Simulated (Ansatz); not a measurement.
**Ligand exchange: GaH2(CH3) + GeH3(NH2) → GaH2(NH2) + GeH3(CH3)**

Species: GaH2(CH3), singlet; GeH3(NH2), singlet; GaH2(NH2), singlet; GeH3(CH3) (methyl germane), singlet. The partners trade CH3 for NH2: Ga–CH3 and Ge–NH2 bonds give way to Ga–NH2 and Ge–CH3.

Shapes, held fixed at every level: PBE0-D4/def2-TZVP. Programs: Ansatz 0.2.0. Electronic energies: no zero-point or thermal term.

```
                level                   kind  ΔE (kJ/mol)  less CCSD(T)/def2-TZVPP
        HF/def2-TZVPP           Hartree–Fock        -50.4                     +7.1
     SPW92/def2-TZVPP                    LDA        -63.5                     -6.0
    PBE-D4/def2-TZVPP                    GGA        -57.2                     +0.3
  BHLYP-D4/def2-TZVPP          global hybrid        -54.9                     +2.6
r2SCAN0-D4/def2-TZVPP          global hybrid        -56.9                     +0.6
       MP2/def2-TZVPP    perturbation theory        -58.3                     -0.8
      CCSD/def2-TZVPP  coupled cluster or CI        -56.6                     +0.9
   CCSD(T)/def2-TZVPP  coupled cluster or CI        -57.5                      0.0
```

The highest level, CCSD(T)/def2-TZVPP, gives ΔE = -57.5 kJ/mol; the levels span -63.5 to -50.4. The column of differences is taken from that level and isn't an error. No measured value is set beside it here. Relativity is left out for Ga, Ge unless named. Correlated rows may include outer-core shells of Ga, Ge, which these sets cover unevenly.

Every level puts the amide on gallium and the methyl group on germanium, and the preference is well beyond the spread between methods. The main reason is probably the acceptor character of three-coordinate gallium: its formally empty 4p orbital can take up density from the nitrogen lone pair, whereas four-coordinate germanium offers only Ge–H σ* orbitals, which are poorer acceptors. Methyl has no lone pair and gives up little by moving to germanium. Gallium is also the more electropositive of the two, so exchanging carbon for the more electronegative nitrogen should bring it a larger gain in bond polarity.

Hartree–Fock already recovers most of the exothermicity, at -50.4 kJ/mol, so the preference is not created by correlation. Correlation strengthens it, perhaps because the mean-field description understates N→Ga donation, and the small step from CCSD to CCSD(T) gives no sign of strong multireference character. The result describes isolated monomers and does not carry over to condensed phases, where aminogallanes typically associate through amide bridges.
